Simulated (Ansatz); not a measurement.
## W: the change of pressure with volume scale

All results are calculated (Ansatz 0.2.0). Free energy against uniform scaling of the volume at fixed shape and fractions; periodic cell, basis, potentials, k mesh and filling as listed.

The cell before it is scaled or strained (space group Fm-3m, No. 225):
```
cell vectors (Å)
   0.0000     2.0300     2.0300
   2.0300     0.0000     2.0300
   2.0300     2.0300     0.0000
atoms (fractions of the cell vectors)
W   0.00000  0.00000  0.00000
```

Settings of every row: functional r2SCAN; dispersion none; potentials PAW; wave cutoff 600 eV; density cutoff 2400 eV; k mesh 12x12x12; k shift 0x0x0; occupations fermi dirac; smearing width 0.1 eV; spin none.

Limits: coarse k mesh, up to 40 meV an atom off; no spin-orbit coupling, which can matter with elements this heavy.

```csv
row,volume scale,V (Å³/atom),pressure (GPa),energy above lowest point (meV/atom)
1,0.94,15.727,9.19,12.1
2,0.96,16.062,?,?
3,0.98,16.396,-3.6,1.3
4,1,16.731,-9.08,14.6
5,1.02,17.065,-14.02,38.8
6,1.04,17.4,-18.47,72.8
7,1.06,17.735,-22.49,115.7
```

Question: what pressure should row 2 give?

Worked fit of pressure. Take u = (V_r/V)^(2/3) − 1 with V_r = 16.898 Å³ an atom, which is twice the finite (Eulerian) strain; such expansions in the strain, on which the Birch-Murnaghan equation of state is built, carry the rest volume and the bulk modulus. The shown rows have u = 0.04904, 0.02031, 0.00664, -0.00653, -0.01933, -0.03172. Least squares give pressure = −11.616 + 374.64 × u + 1010.7 × u² GPa; a straight line predicts inner rows, each left out in turn, worse (root mean square 0.68 against 0.011 GPa). The rows lie off it by 0.00, -0.01, 0.00, 0.00, 0.01, -0.01. The pressure vanishes at u = 0.0288, or V = 16.19 Å³ an atom, and there the bulk modulus at fixed shape and fractions is B = −V dP/dV = (2/3)(1 + u) dP/du = 297 GPa. The withheld row has u = 0.0344, so the fit gives −11.616 + 374.64 × (0.0344) + 1010.7 × (0.0344)² = 2.47 GPa.

The calculation gave 2.47 GPa. The fit meets it to the printed digit.

The other values of row 2: energy above lowest point 0 meV/atom.
